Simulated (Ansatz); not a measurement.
# BaNbNO₂: pressure and energy above lowest point against volume scale

Free energy against uniform scaling of the volume at fixed shape and fractions; periodic cell, basis, potentials, k mesh and filling as listed. The results are calculated, by Ansatz 0.2.0.

The cell before it is scaled or strained (space group P4/mmm, No. 123):
```
cell vectors (Å)
   4.1690     0.0000     0.0000
   0.0000     4.1690     0.0000
   0.0000     0.0000     4.1512
atoms (fractions of the cell vectors)
Ba  0.00000  0.00000  0.00000
Nb  0.50000  0.50000  0.50000
N   0.50000  0.50000  0.00000
O   0.00000  0.50000  0.50000
O   0.50000  0.00000  0.50000
```

Settings of every row: functional PBEsol; dispersion none; potentials PAW; wave cutoff 500 eV; density cutoff 2000 eV; k mesh 6x6x6; k shift 0x0x0; occupations fermi dirac; smearing width 0.1 eV; spin none.

Limits: coarse k mesh, up to 40 meV an atom off; no spin-orbit coupling, which can matter with elements this heavy; the cell comes from a prototype or a list of computed structures and needn't be the stable phase.

| row | volume scale | V (Å³/atom) | pressure (GPa) | energy above lowest point (meV/atom) |
| --- | --- | --- | --- | --- |
| 1 | 0.88 | 12.698 | 16.01 | 42.5 |
| 2 | 0.92 | 13.276 | 5.54 | 4.4 |
| 3 | 0.96 | 13.853 | -2.79 | 0 |
| 4 | 1 | 14.43 | -9.41 | 22.4 |
| 5 | 1.04 | 15.007 | -14.65 | 66.1 |
| 6 | 1.08 | 15.584 | ? | ? |
| 7 | 1.12 | 16.162 | -22.03 | 200.4 |

Question: what pressure and energy above lowest point should row 6 give?

Worked fit of pressure. Take u = (V_r/V)^(2/3) − 1 with V_r = 14.142 Å³ an atom, which is twice the finite (Eulerian) strain; such expansions in the strain, on which the Birch-Murnaghan equation of state is built, carry the rest volume and the bulk modulus. The shown rows have u = 0.07444, 0.04303, 0.01386, -0.01335, -0.03881, -0.08516. Least squares give pressure = −6.294 + 242.76 × u + 725.2 × u² + 520 × u³ GPa; a parabola predicts inner rows, each left out in turn, worse (root mean square 0.085 against 0.007 GPa). All shown rows lie on it to the printed digit. The pressure vanishes at u = 0.0242, or V = 13.64 Å³ an atom, and there the bulk modulus at fixed shape and fractions is B = −V dP/dV = (2/3)(1 + u) dP/du = 190 GPa. Letting shape and atoms relax would as a rule lower it, by much in layered, chain or molecular crystals. The withheld row has u = -0.06268, so the fit gives −6.294 + 242.76 × (-0.06268) + 725.2 × (-0.06268)² + 520 × (-0.06268)³ = -18.79 GPa.

The calculation gave -18.79 GPa. The fit meets it to the printed digit.

Worked fit of energy above lowest point. Take u = (V_r/V)^(2/3) − 1 with V_r = 14.142 Å³ an atom, which is twice the finite (Eulerian) strain; such expansions in the strain, on which the Birch-Murnaghan equation of state is built, carry the rest volume and the bulk modulus. The shown rows have u = 0.07444, 0.04303, 0.01386, -0.01335, -0.03881, -0.08516. Least squares give energy above lowest point = 8.28 − 832.9 × u + 17061 × u² + 4099 × u³ meV/atom; a parabola predicts inner rows, each left out in turn, worse (root mean square 0.67 against 0.079 meV/atom). All shown rows lie on it to the printed digit. Its lowest point lies at u = 0.0242, or V = 13.64 Å³ an atom, and the curvature there gives the bulk modulus at fixed shape and fractions, B = (4/9)(1 + u)² E″(u)/V = 190 GPa. Letting shape and atoms relax would as a rule lower it, by much in layered, chain or molecular crystals. The withheld row has u = -0.06268, so the fit gives 8.28 − 832.9 × (-0.06268) + 17061 × (-0.06268)² + 4099 × (-0.06268)³ = 126.5 meV/atom.

The calculation gave 126.7 meV/atom. The fit lies 0.2 meV/atom (0.1 % of the column's range) below it; its largest miss of a shown row is 0.0 meV/atom.
